# Field enhancement at spheroids, bosses and needle tips

## Premises

I want the local field at a foreign body in a stressed insulator, because breakdown starts where the field is highest. My premises:

1. Electrostatics: $\mathbf F=-\nabla\Phi$, no free charge in either medium or on the interface.
2. The matrix is linear, uniform and isotropic, $\mathbf D=\varepsilon_0k_m\mathbf F$.
3. In the inclusion $D_z=\varepsilon_0k_iF_z+P_s$ for a field along $z$, with $z$ a principal axis of its permittivity and $P_s$ a uniform uncompensated polarisation along $z$ (zero unless I say otherwise).
4. The inclusion is an isolated spheroid with semi-axis $a$ along $z$ and $b$ across, aspect $m=a/b$; far away $\Phi\to-F_0z$.
5. $\Phi$ and the normal component of $\mathbf D$ are continuous across the sharp interface.

The $k$ are relative permittivities, $\kappa=k_i/k_m$, and $p=P_s/(\varepsilon_0k_m)$ is a field. Fields are in V/nm.

## Coordinates and the two harmonics

For $m>1$ let $f=\sqrt{a^2-b^2}$ and, with $\rho$ the distance from the axis,

$$z=f\xi\eta,\qquad \rho=f\sqrt{(\xi^2-1)(1-\eta^2)},\qquad \xi\ge1,\ |\eta|\le1 .$$

Eliminating $\eta$ gives $z^2/(f^2\xi^2)+\rho^2/[f^2(\xi^2-1)]=1$, so constant $\xi$ is a spheroid, and the particle is $\xi_0=a/f$ with $b^2=f^2(\xi_0^2-1)$. Eliminating $\xi$ gives $z^2/(f^2\eta^2)-\rho^2/[f^2(1-\eta^2)]=1$, a hyperboloid, which I use for the needle. From $h_q^2=(\partial_qz)^2+(\partial_q\rho)^2$,

$$h_\xi=f\sqrt{\frac{\xi^2-\eta^2}{\xi^2-1}},\qquad h_\eta=f\sqrt{\frac{\xi^2-\eta^2}{1-\eta^2}},$$

and the azimuthal scale factor is $\rho$. The coordinates are orthogonal, $h_\eta\rho/h_\xi=f(\xi^2-1)$ and $h_\xi\rho/h_\eta=f(1-\eta^2)$, so the axisymmetric Laplace equation is

$$\partial_\xi\left[(\xi^2-1)\partial_\xi\Phi\right]+\partial_\eta\left[(1-\eta^2)\partial_\eta\Phi\right]=0.\tag{1}$$

The drive $-F_0f\xi\eta$ is linear in $\eta$, so I try $\Phi=\eta X(\xi)$. The second term of (1) is then $-2\eta X$, leaving $[(\xi^2-1)X']'=2X$. One solution is $X=\xi$, the uniform field. Setting $X=\xi u$ and multiplying by $\xi$ turns the equation into $[\xi^2(\xi^2-1)u']'=0$, and the solution that decays at infinity is

$$Q(\xi)=\xi\int_\xi^\infty\frac{ds}{s^2(s^2-1)}=\frac{\xi}{2}\ln\frac{\xi+1}{\xi-1}-1,\tag{2}$$

by $1/[s^2(s^2-1)]=1/(s^2-1)-1/s^2$. This is the Legendre function $Q_1$. It falls as $1/(3\xi^2)$, a dipole, and diverges on the focal segment $\xi=1$, so it is barred from the interior. From the integral form and by direct differentiation,

$$Q-\xi Q'=-\xi^2\left(\frac{Q}{\xi}\right)'=\frac1{\xi^2-1},\qquad Q''=\frac{2}{(\xi^2-1)^2}.\tag{3}$$

## Matching at the surface

I take

$$\Phi_{\rm in}=-F_{\rm in}f\xi\eta,\qquad \Phi_{\rm out}=-F_0f\xi\eta+B\,\eta\,Q(\xi).$$

The interior field is uniform, so $\mathbf D$ is uniform and divergence-free there even if the transverse permittivity differs from $k_i$; only the component along the field enters. Continuity of $\Phi$ at $\xi_0$, where $Q_0=Q(\xi_0)$, gives

$$B\,Q_0=(F_0-F_{\rm in})f\xi_0.\tag{4}$$

The outward normal has $n_z=h_\xi^{-1}\partial_\xi z=f\eta/h_\xi$. Inside, $D_n=(\varepsilon_0k_iF_{\rm in}+P_s)\,n_z$. Outside, $D_n=-\varepsilon_0k_mh_\xi^{-1}\partial_\xi\Phi_{\rm out}=\varepsilon_0k_m(F_0-BQ_0'/f)\,n_z$. The factor $n_z$ cancels over the whole surface, which is why one harmonic is enough; uniqueness of the boundary-value problem then makes this the solution. Dividing by $\varepsilon_0k_m$ and using (4),

$$\kappa F_{\rm in}+p=F_0+g\,(F_0-F_{\rm in}),\qquad g=-\frac{\xi_0Q_0'}{Q_0}.\tag{5}$$

Define $L=1/(1+g)=Q_0/(Q_0-\xi_0Q_0')$, which by (3) is $L=(\xi_0^2-1)Q_0$, and $g=(1-L)/L$. Solving (5) as $F_{\rm in}(\kappa+g)=F_0(1+g)-p$ and multiplying through by $L$,

$$F_{\rm in}=\frac{F_0-Lp}{1+L(\kappa-1)}.\tag{6}$$

For $P_s=0$ this is $F_{\rm in}=F_0/[1+L(k_i/k_m-1)]$. For $k_i=k_m=1$ and $F_0=0$ it gives $F_{\rm in}=-LP_s/\varepsilon_0$, which identifies $L$ as the depolarisation factor along $z$.

## The factor $L$

With $\xi_0=m/\sqrt{m^2-1}$ I have $\xi_0^2-1=1/(m^2-1)$, and with $w=\sqrt{m^2-1}$ the logarithm in (2) is $\ln[(m+w)/(m-w)]=2\ln(m+w)$, since $(m+w)(m-w)=1$. Hence

$$L=\frac1{m^2-1}\left[\frac{m}{\sqrt{m^2-1}}\ln\left(m+\sqrt{m^2-1}\right)-1\right],\qquad m>1.\tag{7}$$

Two substitutions in the integral (2), $f^2s^2=a^2+t$ and $s=\xi_0/u$, remove $f$:

$$L=\frac{ab^2}{2}\int_0^\infty\frac{dt}{(a^2+t)^{3/2}(b^2+t)}=\int_0^1\frac{u^2\,du}{m^2-(m^2-1)u^2}.\tag{8}$$

The first substitution also turns the exterior term into $(F_0-F_{\rm in})\,z\,J(\lambda)/J(0)$, where $J(\lambda)$ is the $t$ integral taken from $\lambda$ and $\lambda$ is the larger root of $z^2/(a^2+\lambda)+\rho^2/(b^2+\lambda)=1$. In this form the potential is analytic in $a$ and $b$ through $a=b$. Laplace's equation and the matching conditions are identities between analytic functions, so (6) and (8) hold for oblate shapes too. The second integral gives $L=1/3$ at $m=1$. For $m<1$, continuing (7) with $w=i\sqrt{1-m^2}$ and $\ln(m+w)=i\arccos m$,

$$L=\frac{1}{1-m^2}\left[1-\frac{m\arccos m}{\sqrt{1-m^2}}\right]\simeq1-\frac{\pi m}{2}\quad(m\ll1).\tag{9}$$

For $m\gg1$ I expand (7) with $\Lambda=\ln2m$. The three factors are $1/(m^2-1)\simeq m^{-2}(1+m^{-2})$, $m/w\simeq1+1/(2m^2)$ and $\ln(m+w)\simeq\Lambda-1/(4m^2)$, so

$$L\simeq\frac{\Lambda-1}{m^2}\left[1+\frac{6\Lambda-5}{4m^2(\Lambda-1)}\right].\tag{10}$$

## Voids

A void has $k_i=1$ in a matrix $k_m=k$. Multiplying (6) above and below by $k$,

$$\frac{F_{\rm in}}{F_0}=\frac{k}{1+(1-L)(k-1)}.\tag{11}$$

A sphere gives $3k/(2k+1)$, which never exceeds $3/2$. A flat disc normal to the field, $L\to1$, gives $k$: plain continuity of $D$. A thin channel along the field, $L\to0$, gives 1: plain continuity of tangential $F$. The disc limit needs $(1-L)(k-1)\ll1$, that is $m\ll2/[\pi(k-1)]$ by (9), so it is harder to reach in a high-permittivity host. With $k=2.2$, typical of polypropylene, the sphere gives 1.22, and a disc of $m=0.1$ has $L=0.861$ and factor 1.89, still short of 2.2.

## Field in the matrix

Just outside the surface the normal field is $(\kappa F_{\rm in}+p)\,n_z$, by continuity of $D_n$, and the tangential field is $F_{\rm in}\sqrt{1-n_z^2}$. For $p=0$, $|\mathbf F|^2=F_{\rm in}^2[1+(\kappa^2-1)n_z^2]$. For $\kappa<1$ the matrix is stressed most at the equator, where it carries the void field. For $\kappa>1$ the maximum is at the pole, $n_z=1$. Inserting (6) in $F_{\rm tip}=\kappa F_{\rm in}+p$, the terms $\kappa Lp$ cancel:

$$F_{\rm tip}=\frac{\kappa F_0+(1-L)p}{1+L(\kappa-1)}.\tag{12}$$

For $p=0$ the tip factor $\beta=F_{\rm tip}/F_0$ obeys

$$\frac1\beta=L+\frac{1-L}{\kappa}.\tag{13}$$

I find (13) the useful form. For $\kappa>1$, $\beta$ stays below the shape limit $1/L$ and below the contrast limit $\kappa$, and the particle acts as a conductor when $\kappa L\gg1-L$.

How far does the enhancement reach? On the axis beyond the pole $\eta=1$ and $z=f\xi$, so with (4)

$$F(z)=F_0-(F_0-F_{\rm in})\,\frac{\xi_0}{Q_0}\,Q'(z/f),\qquad -Q'=\frac{\xi}{\xi^2-1}-\frac12\ln\frac{\xi+1}{\xi-1}.\tag{14}$$

Near the pole the surface is $z\simeq a-a\rho^2/(2b^2)$, so the tip radius is $r=b^2/a=f(\xi_0^2-1)/\xi_0$. Differentiating (14) with (3) and $Q_0=L/(\xi_0^2-1)$ gives $dF/dz=-2(F_0-F_{\rm in})/(Lr)$ at the pole. Equation (5) reads $F_{\rm tip}-F_{\rm in}=(F_0-F_{\rm in})/L$, so

$$\left.\frac{dF}{dz}\right|_{\rm tip}=-\frac{2\,(F_{\rm tip}-F_{\rm in})}{r}.\tag{15}$$

The enhancement decays on the length $r/2$. Integrating (14) with $-\int_{\xi_0}^\infty Q'd\xi=Q_0$ and $f\xi_0=a$, the extra potential drop along the axis is

$$\int_a^\infty(F-F_0)\,dz=a\,(F_0-F_{\rm in}).\tag{16}$$

However sharp the tip, for $p=0$ and $\kappa>1$ a carrier of charge $e$ gains at most $eF_0a$ beyond what the uniform field gives it.

## Conducting boss on an electrode

Both $\Phi_{\rm in}$ and $\Phi_{\rm out}$ are odd in $\eta$ and vanish on the plane $z=0$. The upper half-space therefore solves the problem of a half-spheroid of height $a$ and base radius $b$ standing on a grounded plane, for any $\kappa$. For $\kappa\to\infty$, (6) gives $F_{\rm in}\to0$, the boss is at the potential of the plane, and (13) gives

$$\beta=\frac1L.\tag{17}$$

A hemisphere has $\beta=3$. From the leading term of (10), with $m^2=a/r$ and $\ln2m=\tfrac12\ln(4a/r)$,

$$\beta\simeq\frac{m^2}{\ln2m-1}=\frac{2a/r}{\ln(4a/r)-2}.\tag{18}$$

Here $m$ is height over base radius. The bracket in (10) exceeds one, so (18) overestimates $\beta$. Against (7) the excess is 80 per cent at $m=2$, 7 per cent at $m=5$ and 1.6 per cent at $m=10$; below $\ln 2m=1$ the expression turns negative and means nothing.

## Hyperboloid needle facing a plane

Let the plane be $\eta=0$ at zero potential and the needle the sheet $\eta=\eta_0$ at potential $V$, with a uniform medium in between. A potential that depends on $\eta$ alone fits both electrodes. Equation (1) becomes $[(1-\eta^2)\Phi']'=0$, so

$$\Phi=V\,\frac{\operatorname{artanh}\eta}{\operatorname{artanh}\eta_0},$$

which is bounded throughout the gap and contains no permittivity. The vertex lies at $\xi=1$, $z=f\eta_0=d$, the gap. Near it $z\simeq f\eta_0+\eta_0\rho^2/[2f(1-\eta_0^2)]$, so $r=f(1-\eta_0^2)/\eta_0$. Dividing, $r/d=(1-\eta_0^2)/\eta_0^2$, hence $\eta_0^2=d/(d+r)$ and $f=\sqrt{d(d+r)}$. On the axis in the gap $z=f\eta$, and the field magnitude at the vertex is

$$F_{\rm tip}=\frac{V}{f(1-\eta_0^2)\operatorname{artanh}\eta_0}=\frac{V}{r\,\eta_0\operatorname{artanh}\eta_0}.$$

With $2\operatorname{artanh}\eta_0=\ln[(1+\eta_0)^2/(1-\eta_0^2)]$ and $1-\eta_0^2=r/(d+r)$,

$$F_{\rm tip}=\frac{2V\sqrt{1+r/d}}{r\,\ln\left\{\left[2d+r+2\sqrt{d(d+r)}\right]/r\right\}}.\tag{19}$$

This is exact for the hyperboloid. For $r\ll d$ the root in front tends to 1 and the argument of the logarithm to $4d/r+2$, so the leading form is $2V/[r\ln(4d/r)]$. The working formula that carries Mason's name,

$$F_M=\frac{2V}{r\ln(1+4d/r)},\tag{20}$$

shares this leading term and is an approximation to (19). The root contributes $r/(2d)$, and the two logarithms differ by $r/(4d)$, so

$$\frac{F_{\rm tip}}{F_M}\simeq1+\frac{r}{2d}-\frac{r}{4d\ln(4d/r)} .\tag{21}$$

For $d\ll r$, $\operatorname{artanh}\eta_0\simeq\eta_0$ and (19) returns the parallel-plate value $V/d$, whereas (20) gives $V/(2d)$. I use (20) only for $r\ll d$. The second form of (18), read as $2F_0a/\{r[\ln(4a/r)-2]\}$, has the same build: a voltage over the tip radius, reduced by a logarithm that records the rest of the body.

## Range of validity

*Shape.* The results are exact for an aligned spheroid or hyperboloid. A faceted particle has edges whose local radius is not tied to $b^2/a$. The hyperboloid has no free taper: its asymptotic cone has half-angle $\theta$ with $\cos\theta=\eta_0$, $\tan\theta=\sqrt{r/d}$, so a real needle of another taper departs from (19) through the logarithm.

*Isolation.* For a conducting sphere, $Q\simeq1/(3\xi^2)$ in (14) gives $F-F_0=2F_0a^3/z^3$. A neighbour on the axis at centre distance $4a$ thus shifts the local driving field by 3.1 per cent. Nearly touching particles concentrate the potential drop in the gap between them and lie outside this treatment. Electrodes other than the plane under a boss must be many lengths $a$ away.

*Time.* With conductivities $\sigma$ and time dependence $e^{st}$, continuity of total current replaces $\varepsilon_0k$ by $\varepsilon_0k+\sigma/s$ on both sides. The denominator $(1-L)k_m+Lk_i$ of (6) then vanishes at $s=-1/\tau$, with $\tau=\varepsilon_0[(1-L)k_m+Lk_i]/[(1-L)\sigma_m+L\sigma_i]$. Permittivities rule for $t\ll\tau$; for $t\gg\tau$, $\kappa$ becomes $\sigma_i/\sigma_m$. At high frequency the particle must be small against the wavelength in both media.

*Free charge.* Injection from a tip builds space charge of the sign of the tip, which lowers the tip field, and a void discharges above its inception field. Computed tip fields above the strength of the matrix mark where the premises fail; they are not fields the material holds.

*Constitutive law and continuum.* The permittivities must be constant over the fields met, and $r$ must span many lattice cells.

## Illustration: BaTiO$_3$ in polypropylene at 300 K

The tetragonal cell has compiled lattice constants 3.994 Å and 4.034 Å at 300 K (Wikipedia), an axial ratio of 1.010. The distortion is small but the low-frequency response is strongly anisotropic. As typical inputs I take $k_i\approx150$ along the polar axis, $k_i\approx4000$ across it and a spontaneous polarisation of about 0.26 C/m². For the purely electronic response I use the compiled mean high-frequency constant 5.75 (He 2017). I keep $k_m\approx2.2$ in all columns, since a non-polar polymer has little dispersion. The contrasts are $\kappa=2.61$, 68.2 and 1818. The entries are the model's $\beta$ from (7), (13), (17) and (18) with $p=0$; the third figure serves only to compare columns.

| $m$ | $L$ | $k_i=5.75$ | $150$ | $4000$ | $1/L$ | Eq. (18) |
|---|---|---|---|---|---|---|
| 1 | 0.33333 | 1.70 | 2.91 | 3.00 | 3 | – |
| 2 | 0.17356 | 2.04 | 5.39 | 5.75 | 5.76 | 10.4 |
| 5 | 0.05582 | 2.40 | 14.4 | 17.7 | 17.9 | 19.2 |
| 10 | 0.02029 | 2.53 | 28.9 | 48.0 | 49.3 | 50.1 |

For compact grains the uncertain static permittivity hardly matters: the polymer sees a conductor. For $m=10$ the crystal orientation matters. With electronic response alone the contrast limit 2.61 rules at every shape.

Worked case: $a=100$ nm, $b=50$ nm, polar axis along the field, $F_0=0.10$ V/nm. Then $r=25$ nm, about 62 cells, $f=86.6$ nm and $\xi_0=1.155$. The denominator is $k_m+L(k_i-k_m)=2.2+0.17356\times147.8=27.85$, so $F_{\rm in}/F_0=0.0790$, $F_{\rm in}=0.0079$ V/nm and $F_{\rm tip}=0.54$ V/nm. The decay length $r/2$ is 12.5 nm; one tip radius out, at $\xi=1.443$, (14) has fallen to $1.98F_0$. The extra energy from (16) is 9.2 eV. For a sphere of radius 5 nm with the same inputs it is only 0.48 eV, although $\beta$ is still 2.91.

Linearity needs a look. The induced polarisation $\varepsilon_0(k_i-1)F_{\rm in}$ is 0.010 C/m², 4 per cent of the spontaneous value, so the lattice response is near linear. But $F_{\rm in}$ exceeds typical bulk coercive fields, $10^{-4}$ to $10^{-3}$ V/nm, so domain walls may move and raise the effective $k_i$. That takes $\beta$ at most to $1/L$, up 7 per cent, and requires only $\varepsilon_0k_mF_0/L=0.011$ C/m². At $m=10$ and $k_i=4000$ the required displacement is 0.094 C/m² and a constant $k_i$ is no longer safe.

The term that rivals the effect is $P_s$. For a single-domain grain with no compensating charge, $p=13.3$ V/nm, and (12) adds 0.87 V/nm at the tip, more than the driven 0.54 V/nm, with a sign set by the direction of $P_s$. The opposing interior field from (6) would be 0.18 V/nm and would remove 0.24 C/m² of polarisation, nearly all there is, so this linear figure is an order of magnitude only, and it shows why such a grain splits into domains or collects screening charge. If one tenth of $P_s$ stays uncompensated, the tip field moves by 0.087 V/nm, or 16 per cent. The table assumes full compensation.

If a conducting channel from one electrode ends in a tip of the same 25 nm radius at $d=1000$ nm from the other, with $V=100$ V, (19) gives 1.59 V/nm and (20) gives 1.57 V/nm. They differ by 1.1 per cent, as (21) predicts; the implied cone half-angle is 9.0°.

Finally I assume a local strength of 0.6 V/nm, typical of thin polypropylene film, and suppose failure when $F_{\rm tip}$ reaches it. The needle value is far above it, so space charge would intervene there. For the grains with $k_i=150$ the model's threshold is $F_0=0.21$ V/nm for a sphere and 0.11 V/nm for $m=2$. As typical knowledge, polymer films with a few volume per cent of well-dispersed, compact, sub-micron BaTiO$_3$ keep between about half and all of the unfilled strength, so the model's sphere value is low by a factor of roughly 1.5 to 3. The direction is what (15) and (16) suggest: a peak field confined to a depth $r/2$, offering at most $eF_0a$ of extra energy, can start local damage without bridging the film, and the point criterion becomes more pessimistic as the grain shrinks.